## Question

A silicon atom replaces aluminium in alumina. The cell is neutral and holds one unpaired electron. The table lists the atoms around the defect with their isotropic hyperfine constant $A$, which is proportional to the spin density at the nucleus and to the nuclear $g$ factor. That factor is negative for $^{29}$Si and $^{17}$O and positive for $^{27}$Al, so a negative $A$ on Si or O and a positive $A$ on Al both mean positive spin density.

Ansatz 0.2.0, plane waves with default PAW datasets, PBE, scalar-relativistic, spin-polarised; cutoff 420 eV, 3x3x3 k-point mesh. Neutral 40-atom supercell of Al2O3 with one Al replaced by Si, one unpaired electron, ions relaxed. The constant A, defined by H = A I·S, comes from the contact spin density alone, with the response of the cores included.

| atom | like atoms | distance from the defect (Å) | site moment (muB) | mass number | isotropic hyperfine constant (MHz) |
| --- | --- | --- | --- | --- | --- |
| Si1 | 1 | 0.22 | 0.18 | 29 | -2655.6 |
| O21 | 3 | 1.86 | 0.05 | 17 | -108.9 |
| O19 | 3 | 2.14 | 0.06 | 17 | -96.8 |
| Al5 | 1 | 2.60 | 0.00 | 27 | -4.1 |
| Al14 | 3 | 2.83 | 0.00 | 27 | 1.2 |
| O22 | 3 | 3.21 | 0.00 | 17 | -8.9 |
| Al6 | 3 | 3.29 | 0.00 | 27 | 12.7 |
| O17 | 3 | 3.46 | 0.00 | 17 | -4.4 |
| Al10 | 3 | 3.53 | 0.00 | 27 | 33.0 |
| O20 | 3 | 3.57 | 0.00 | 17 | -9.1 |
| Al13 | 1 | 3.88 | 0.00 | 27 | 5.8 |
| O23 | 3 | 3.93 | 0.00 | 17 | -6.8 |
| O24 | 3 | 4.42 | 0.00 | 17 | -3.4 |
| O18 | 3 | 4.49 | ? | 17 | ? |
| Al2 | 3 | 4.80 | ? | 27 | ? |
| Al9 | 1 | 5.96 | ? | 27 | ? |

(a) Explain why the constants of oxygen drop quickly with distance while those of aluminium do not.

(b) Predict $A$, with a range, for O18, Al2 and Al9.

## Model answer

**(a)** The electron is centred on silicon and spreads over the oxygen atoms around it. A full 3s electron of a free Si atom would give roughly $-4600$ MHz, so the computed constant of Si1 corresponds to about 58% of that contact density. This isn't 58% of the electron: the site moments are 0.18 muB on silicon and about 0.33 muB on the six nearest oxygen atoms together, and about half of the spin isn't assigned to any atom. In a gate dielectric such an electron would be charge held at one place rather than a mobile carrier, and its large silicon constant would be its mark in spin resonance.

The six nearest oxygen atoms are bonded to silicon, and their orbitals mix directly with Si 3s. The next oxygen atoms have no such bond. The drop is therefore a step more than a smooth decay: the constant of O19 is more than ten times that of O20.

Aluminium can receive spin through an oxygen atom that it shares with silicon. This is probably the main route for the nearer sites, but it isn't the only one: Al13 shares no oxygen with silicon and still has 5.8 MHz. An O 2p orbital that points at silicon overlaps well with Al 3s if the aluminium lies on the far side of the oxygen, and not at all if the two bonds meet at a right angle. The transferred amplitude thus goes as $\cos\theta$, where $\theta$ is the Si–O–Al angle, and the spin density as $\cos^2\theta$. In ideal corundum the angles are roughly 85° for Al5, 94° for Al14, 120° for Al6 and 130° for Al10. The computed constants rise in just this order, although the distance rises too. The rule fits the small values of Al5 and Al14 and the larger ones of Al6 and Al10, though four sites don't prove it. It can't account for the order of Al5 and Al14, since $\cos^2\theta$ is almost zero for both, nor for the negative spin density at Al5; these two constants are small and uncertain. The ideal angles also ignore the relaxation of the ions, which moved silicon 0.22 Å from the defect position.

The periodic cell adds a second effect. The crystal structure places the nearest repeated silicon about 7.0 Å away, and Al10, at 3.53 Å, lies midway between two of them. The run has a moment of 1 muB per cell and a gap of about 0.3 eV above the filled states. The unpaired electrons therefore fill one separate spin band, and the densities of the repeated defects roughly add. If both silicon atoms contribute equally, which no run here tests, Al10 owes about half of its constant to the second one. The other half is only a little above the 12.7 MHz of Al6, so much of the rise from Al6 to Al10 would then come from the small cell. Scaling Al6 by $\cos^2\theta$ gives 21 MHz for Al10 with one defect and 42 MHz with two. The computed 33 MHz lies between, so the angle rule is only a rough guide to the size.

**(b)** The sites to be predicted are far from silicon, and the aluminium atoms among them share no oxygen with it. Each is therefore scaled from a known site of the same element that is also far away. An exponential fitted to the seven known oxygen rows falls by a factor of 4.3 per ångström, or $k = 1.46$ Å$^{-1}$. Using this slope for aluminium as well is an assumption.

O18 lies only 0.07 Å beyond O24, so scaling from O24 gives about $-3$ MHz. Sites at similar distances can still differ by a factor of two, as O17 and O20 do.

For aluminium the starting point is Al13, with 5.8 MHz at 3.88 Å, and the contributions of the surrounding silicon atoms are summed:

$$A \approx A_{\mathrm{Al13}} \sum_i e^{-k(r_i - 3.88\,\text{Å})}$$

Here $r_i$ is the distance to each repeated defect. Al2 has two of them at 4.80 Å and two at about 5.14 Å. The exponentials are 0.26 and 0.16, which gives

$$A_{\mathrm{Al2}} \approx 5.8 \times 2 \times (0.26 + 0.16) \approx 4.9\ \text{MHz}.$$

Al9 is farther away but has more defects around it: six at 5.96 Å and two at about 6.5 Å. The same sum gives 1.9 MHz.

The ranges are set by judgement. They are wide because the known far sites scatter and constants of a few MHz are uncertain in themselves.

- O18: negative, about $-3$ MHz, range $-8$ to $-1$ MHz.
- Al2: positive, about $+5$ MHz, range $+1$ to $+20$ MHz.
- Al9: positive, about $+2$ MHz, range 0 to $+10$ MHz.

## Computed values

The withheld rows as computed:

| atom | like atoms | distance from the defect (Å) | site moment (muB) | mass number | isotropic hyperfine constant (MHz) |
| --- | --- | --- | --- | --- | --- |
| O18 | 3 | 4.49 | 0.00 | 17 | -3.7 |
| Al2 | 3 | 4.80 | 0.00 | 27 | 3.7 |
| Al9 | 1 | 5.96 | 0.00 | 27 | 3.6 |

## Remarks on the reasoning

All three values have the predicted sign and lie within their ranges. This is a mild success, since the ranges for aluminium would have admitted much poorer estimates. None of the three rows took part in the fit, whose results are printed after this text.

O18 is the safest prediction because it needs almost no extrapolation. Its constant is slightly larger than that of the nearer O24, but a difference of 0.3 MHz is too small to explain. The fitted oxygen line on its own would have given about $-2.2$ MHz. It is steep because it spans the step between bonded and unbonded oxygen, and here the nearby O24 was the better guide.

The aluminium sites show where the model may fail, but constants this small are uncertain by their own size, so misses of 1 to 2 MHz can't settle it. Al2 and Al9 come out almost equal, at 3.7 and 3.6 MHz, although Al9 is more than 1 Å farther out. The forecast was somewhat too high for Al2 and only about half the computed value for Al9. A gentler slope would raise Al9 but would make Al2 worse, so changing the slope alone doesn't repair the model. A single exponential, equal in all directions, may be too simple for these sites.

The sum also has a flaw of its own: it takes the whole constant of Al13 as the share of one defect. Al13 has three repeated defects about 5.6 Å away, which by the same slope would supply about a fifth of its constant. Allowing for them would lower both aluminium forecasts by about a fifth, which brings Al2 closer to the computed value and takes Al9 farther from it.

Counting the repeated defects does bring Al9 closer. With one defect and the same slope, the estimate would be $5.8/4.3^{2.08} \approx 0.3$ MHz, far below the computed value. This suggests that a site between many defects collects a little spin from each. It isn't proof, because a slower decay from a single defect could also leave a few MHz there. A larger cell would separate the two explanations.

The far constants should therefore not be read as those of one isolated silicon atom. Besides the small cell, the semilocal functional spreads defect states too far, which tends to put too much spin on distant atoms. It also underestimates core polarisation, which can matter where the contact density is small. The zero site moments are no evidence against such spin: Al10 has a printed moment of 0.00 and still a constant of 33 MHz.

Numerical output:

```
Si1 contact density, percent of a full 3s electron: 57.73
O21 contact density, percent of a full 2s electron: 2.055
Al10 contact density, percent of a full 3s electron: 0.8462
Sum of known site moments times like atoms, muB: 0.51
Ratio of the constants O19 to O20: 10.64
fit of log(abs(A)) on 7 rows (has(atom, 'O')): constant 7.328 +/- 0.73, coefficient of r -1.461 +/- 0.22; rms 0.417, worst O17 0.789, leave-one-out rms 0.549
  rows outside the fit (model, value, miss): Si1 7.006, 7.884, -0.878; Al5 3.528, 1.411, 2.12; Al14 3.192, 0.1823, 3.01; Al6 2.52, 2.542, -0.0221; Al10 2.169, 3.497, -1.33; Al13 1.657, 1.758, -0.101; O18 0.7658, 1.308, -0.543; Al2 0.3127, 1.308, -0.996; Al9 -1.383, 1.281, -2.66
Factor by which the oxygen line falls per angstrom: 4.312
Nearest repeated Si, angstrom: 7.035
Twice the distance of Al10, angstrom: 7.06
Second pair of Si atoms around Al2, angstrom: 5.144
Al10 carried from Al6 by angle with one defect, MHz: 20.99
Al10 carried from Al6 by angle with two defects, MHz: 41.98
O18 forecast, MHz: -3.069
O18 computed, MHz: -3.7
O18 forecast less computed, MHz: 0.6306
Al2 forecast, MHz: 4.853
Al2 computed, MHz: 3.7
Al2 forecast less computed, MHz: 1.153
Al9 forecast, MHz: 1.917
Al9 computed, MHz: 3.6
Al9 forecast less computed, MHz: -1.683
```
